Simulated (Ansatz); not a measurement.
## A series in volume scale on P

All results are calculated (Ansatz 0.2.0). Free energy against uniform scaling of the volume at fixed shape and fractions; periodic cell, basis, potentials, k mesh and filling as listed.

The cell before it is scaled or strained (space group R-3m, No. 166):
```
cell vectors (Å)
   1.7257     0.9963     3.1297
  -1.7257     0.9963     3.1297
   0.0000    -1.9927     3.1297
atoms (fractions of the cell vectors)
P   0.22708  0.22708  0.22708
P   0.77292  0.77292  0.77292
```

Settings of every row: functional PBEsol; dispersion none; potentials all-electron LAPW; k mesh 8x8x8; k shift 0x0x0; occupations fermi dirac; smearing width 0.1 eV; spin none; SCF threshold exponent -9.

Limits: coarse k mesh, up to 40 meV an atom off; the cell comes from a prototype or a list of computed structures and needn't be the stable phase.

| row | volume scale | V (Å³/atom) | energy above lowest point (meV/atom) |
| --- | --- | --- | --- |
| 1 | 0.94 | 15.175 | 6.9 |
| 2 | 0.97 | 15.659 | 0 |
| 3 | 1 | 16.143 | ? |
| 4 | 1.03 | 16.628 | 10.3 |
| 5 | 1.06 | 17.112 | 25.9 |

Question: what energy above lowest point should row 3 give?

Worked fit of energy above lowest point. Take u = (V_r/V)^(2/3) − 1 with V_r = 16.143 Å³ an atom, which is twice the finite (Eulerian) strain; such expansions in the strain, on which the Birch-Murnaghan equation of state is built, carry the rest volume and the bulk modulus. The shown rows have u = 0.04209, 0.0205, -0.01954, -0.03812. Least squares give energy above lowest point = 1.43 − 273.3 × u + 9616 × u² meV/atom; a straight line predicts inner rows, each left out in turn, worse (root mean square 8.9 against 0.35 meV/atom). The rows lie off it by -0.1, 0.1, -0.1, 0.1. Its lowest point lies at u = 0.0142, or V = 15.8 Å³ an atom, and the curvature there gives the bulk modulus at fixed shape and fractions, B = (4/9)(1 + u)² E″(u)/V = 89.1 GPa. Letting shape and atoms relax would as a rule lower it, by much in layered, chain or molecular crystals. The withheld row has u = 0, so the fit gives 1.43 − 273.3 × (0) + 9616 × (0)² = 1.4 meV/atom.

The calculation gave 1.5 meV/atom. The fit lies 0.1 meV/atom (0.39 % of the column's range) below it, one unit of the last digit.
